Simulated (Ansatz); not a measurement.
A series in volume scale on HfO2

All results are calculated (Ansatz 0.2.0). Free energy against uniform scaling of the volume at fixed shape and fractions; periodic cell, basis, potentials, k mesh and filling as listed.

The cell before it is scaled or strained (space group Fm-3m, No. 225):
```
HfO2
1.0
      0.0000     2.5660     2.5660
      2.5660     0.0000     2.5660
      2.5660     2.5660     0.0000
Hf O
1 2
Direct
  0.00000 0.00000 0.00000
  0.25000 0.25000 0.25000
  0.75000 0.75000 0.75000
```

Settings of every row: functional PBE; dispersion D3(BJ); potentials PAW; wave cutoff 435.38 eV; density cutoff 1741.5 eV; k mesh 6x6x6; k shift 0x0x0; occupations fixed; smearing width 0 eV; spin none.

Limits: no spin-orbit coupling, which can matter with elements this heavy.

| row | volume scale | V (Å³/atom) | pressure (GPa) | energy above lowest point (meV/atom) |
| --- | --- | --- | --- | --- |
| 1 | 0.9406 | 10.595 | 7.08 | 5.9 |
| 2 | 0.9703 | 10.929 | -1.19 | 0 |
| 3 | 1 | 11.264 | -8.24 | 10 |
| 4 | 1.0297 | 11.598 | ? | ? |
| 5 | 1.0594 | 11.933 | -19.35 | 68.7 |

Question: what pressure and energy above lowest point should row 4 give?

Worked fit of pressure. Take u = (V_r/V)^(2/3) − 1 with V_r = 11.096 Å³ an atom, which is twice the finite (Eulerian) strain; such expansions in the strain, on which the Birch-Murnaghan equation of state is built, carry the rest volume and the bulk modulus. The shown rows have u = 0.03128, 0.01016, -0.00997, -0.04733. Least squares give pressure = −4.843 + 351.34 × u + 948.2 × u² GPa; a straight line predicts inner rows, each left out in turn, worse (root mean square 0.92 against 0.03 GPa). The rows lie off it by 0.01, -0.01, 0.01, 0.00. The pressure vanishes at u = 0.0133, or V = 10.88 Å³ an atom, and there the bulk modulus at fixed shape and fractions is B = −V dP/dV = (2/3)(1 + u) dP/du = 254 GPa. The withheld row has u = -0.02907, so the fit gives −4.843 + 351.34 × (-0.02907) + 948.2 × (-0.02907)² = -14.26 GPa.

The calculation gave -14.25 GPa. The fit lies 0.01 GPa (0.038 % of the column's range) below it, one unit of the last digit.

Worked fit of energy above lowest point. Take u = (V_r/V)^(2/3) − 1 with V_r = 11.096 Å³ an atom, which is twice the finite (Eulerian) strain; such expansions in the strain, on which the Birch-Murnaghan equation of state is built, carry the rest volume and the bulk modulus. The shown rows have u = 0.03128, 0.01016, -0.00997, -0.04733. Least squares give energy above lowest point = 3.15 − 498.4 × u + 18733 × u² meV/atom; a straight line predicts inner rows, each left out in turn, worse (root mean square 18 against 0.045 meV/atom). All shown rows lie on it to the printed digit. Its lowest point lies at u = 0.0133, or V = 10.88 Å³ an atom, and the curvature there gives the bulk modulus at fixed shape and fractions, B = (4/9)(1 + u)² E″(u)/V = 252 GPa. The withheld row has u = -0.02907, so the fit gives 3.15 − 498.4 × (-0.02907) + 18733 × (-0.02907)² = 33.5 meV/atom.

The calculation gave 33.6 meV/atom. The fit lies 0.1 meV/atom (0.15 % of the column's range) below it, one unit of the last digit.
